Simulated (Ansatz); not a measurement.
# Zn: energy change per atom and pressure against volume scale

Results calculated with Ansatz 0.2.0, not measured. Plane-wave DFT, scalar-relativistic PAW made under PBE with cores redone for the functional, no dispersion; the given relaxed cell is scaled uniformly, energy at zero smearing counts from the unscaled cell, pressure at the given Fermi-Dirac smearing is positive in compression.

The cell before it is scaled or strained (space group Im-3m, No. 229):
```
Zn
1.0
     -1.5064     1.5064     1.5064
      1.5064    -1.5064     1.5064
      1.5064     1.5064    -1.5064
Zn
1
Direct
  0.00000 0.00000 0.00000
```

Settings of every row: spin polarised no; functional LDA; wave cutoff 420 eV; smearing width 0.1 eV; k mesh 16x16x16.

Atom starting moment: 0 on all atoms.

Limits: the cell comes from a prototype or a list of computed structures and needn't be the stable phase.

| row | volume scale | V (Å³/atom) | energy change per atom (meV) | pressure (GPa) |
| --- | --- | --- | --- | --- |
| 1 | 0.88 | 12.033 | 78.54 | 17.19 |
| 2 | 0.92 | 12.58 | 32.46 | 10.1 |
| 3 | 0.96 | 13.127 | ? | ? |
| 4 | 1.04 | 14.22 | 5.12 | -3.11 |
| 5 | 1.08 | 14.767 | 20.19 | -5.7 |
| 6 | 1.12 | 15.314 | 43.08 | -7.73 |

Question: what energy change per atom and pressure should row 3 give?

Worked fit of energy change per atom. Take u = (V_r/V)^(2/3) − 1 with V_r = 14.22 Å³ an atom, which is twice the finite (Eulerian) strain; such expansions in the strain, on which the Birch-Murnaghan equation of state is built, carry the rest volume and the bulk modulus. The shown rows have u = 0.11776, 0.08512, 0, -0.02485, -0.04821. Least squares give energy change per atom = 4.561 − 394.785 × u + 8640.14 × u² meV; a straight line predicts inner rows, each left out in turn, worse (root mean square 25 against 1.5 meV). The rows lie off it by 0.65, -1.10, 0.56, 0.48, -0.60 (root mean square 0.71 meV). The withheld row has u = 0.05477, so the fit gives 4.561 − 394.785 × (0.05477) + 8640.14 × (0.05477)² = 8.86 meV.

The calculation gave 7.83 meV. The fit lies 1.03 meV (13 % of the value, 1.4 % of the column's range) above it; its largest miss of a shown row is 1.10 meV.

Worked fit of pressure. Take u = (V_r/V)^(2/3) − 1 with V_r = 14.22 Å³ an atom, which is twice the finite (Eulerian) strain; such expansions in the strain, on which the Birch-Murnaghan equation of state is built, carry the rest volume and the bulk modulus. The shown rows have u = 0.11776, 0.08512, 0, -0.02485, -0.04821. Least squares give pressure = −3.151 + 116.563 × u + 472.84 × u² GPa; a straight line predicts inner rows, each left out in turn, worse (root mean square 1.4 against 0.13 GPa). The rows lie off it by 0.06, -0.10, 0.04, 0.06, -0.06 (root mean square 0.067 GPa). The withheld row has u = 0.05477, so the fit gives −3.151 + 116.563 × (0.05477) + 472.84 × (0.05477)² = 4.65 GPa.

The calculation gave 4.56 GPa. The fit lies 0.09 GPa (2 % of the value, 0.36 % of the column's range) above it; its largest miss of a shown row is 0.10 GPa.
